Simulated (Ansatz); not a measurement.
**Cancellation of cutoff errors in Ti2O3**

All numbers below come from DFT PBEsol, scalar-relativistic, plane waves, PAW (Ansatz).

```
CELL_PARAMETERS angstrom
2.57450 1.48639 4.54733
-2.57450 1.48639 4.54733
0.00000 -2.97278 4.54733
ATOMIC_POSITIONS crystal
Ti 0.84500 0.84500 0.84500
Ti 0.65500 0.65500 0.65500
Ti 0.15500 0.15500 0.15500
Ti 0.34500 0.34500 0.34500
O 0.06700 0.43300 0.75000
O 0.75000 0.06700 0.43300
O 0.43300 0.75000 0.06700
O 0.93300 0.56700 0.25000
O 0.25000 0.93300 0.56700
O 0.56700 0.25000 0.93300
```

* Γ-centred k-mesh: 12×12×12
* occupation rule: Gaussian smearing, 0.1 eV
* spin treatment: unpolarised

A second cell has all atoms moved and the lattice slightly strained:

```yaml
crystal:
  lattice:
    - [2.50487, 1.39098, 4.58769]
    - [-2.61201, 1.49780, 4.61343]
    - [0.03894, -3.03067, 4.64694]
  atoms:
    - { symbol: Ti, position: [0.84428, 0.79467, 0.87101] }
    - { symbol: Ti, position: [0.66009, 0.64618, 0.62808] }
    - { symbol: Ti, position: [0.18335, 0.16354, 0.08593] }
    - { symbol: Ti, position: [0.35162, 0.32157, 0.37339] }
    - { symbol: O, position: [0.08967, 0.40265, 0.74827] }
    - { symbol: O, position: [0.74465, 0.06628, 0.41912] }
    - { symbol: O, position: [0.42983, 0.75914, 0.06581] }
    - { symbol: O, position: [0.94739, 0.53092, 0.27858] }
    - { symbol: O, position: [0.28186, 0.96569, 0.54709] }
    - { symbol: O, position: [0.55946, 0.27204, 0.91362] }
```

It ran on a 8×8×8 mesh, another than the first cell's, which shifts the difference by nearly the same amount at every cutoff. Both were run at several values of the cutoff; energies per atom at zero smearing, errors against the largest value (600 eV), which isn't proved converged itself.

```
cutoff error, first cell (meV) error, second cell (meV)
200 eV                  5658.04                   5854.23
250 eV                  1532.03                   1487.02
300 eV                   357.53                    337.41
350 eV                    63.01                     62.49
420 eV                     4.21                      4.23
```

Question: At the largest value the second cell lies 206.42 meV/atom above the first. What is the error of that difference at each value, and where does each quantity come within 1 meV/atom?

Answer: The error of the difference is the second cell's error less the first's:
```tsv
cutoff	difference (meV)	its error (meV)
200 eV	402.60	196.19
250 eV	161.41	-45.00
300 eV	186.30	-20.12
350 eV	205.89	-0.52
420 eV	206.44	0.03
```

No value below the largest brings the first cell's total energy within 1 meV/atom, while the difference is there from 350 eV on. Most of the error cancels, by a factor of about 34 in the median. A missing short wave mostly misdescribes the region near each nucleus, which both cells share; what doesn't cancel comes largely from the change of volume and bonding.

Cost: 12 runs of about 30 core-minutes in all, on Intel Xeon Processor @ 2.50GHz (Skylake/Cascade Lake) (shared hosts).

The second cell lies above the first at every cutoff, but the size of the gap is unreliable at the low end: it is nearly doubled at 200 eV and too small at 250 eV. The demanding components are the compact O 2p and Ti 3d functions, whose short-wave content changes little when the atoms are displaced. The residual error changes sign, so a single volume effect can't explain it. From 250 to 350 eV the second cell has the smaller error. Its slightly larger volume admits more plane waves at a given cutoff, but only in proportion to the volume, so the resolution is the same and the extra waves don't account for the smaller error. The 200 eV row breaks this pattern, probably because so sparse a basis distorts the Ti–O bonding itself, and differently in the two geometries. At 420 eV the two errors are too close to distinguish.

The cancellation relies on both cells containing the same atoms in similar oxidation states, so it supports a 350 eV cutoff for comparing similar distortions of this oxide, but not for reduction or oxidation energies, where oxygen changes its bonding environment entirely.
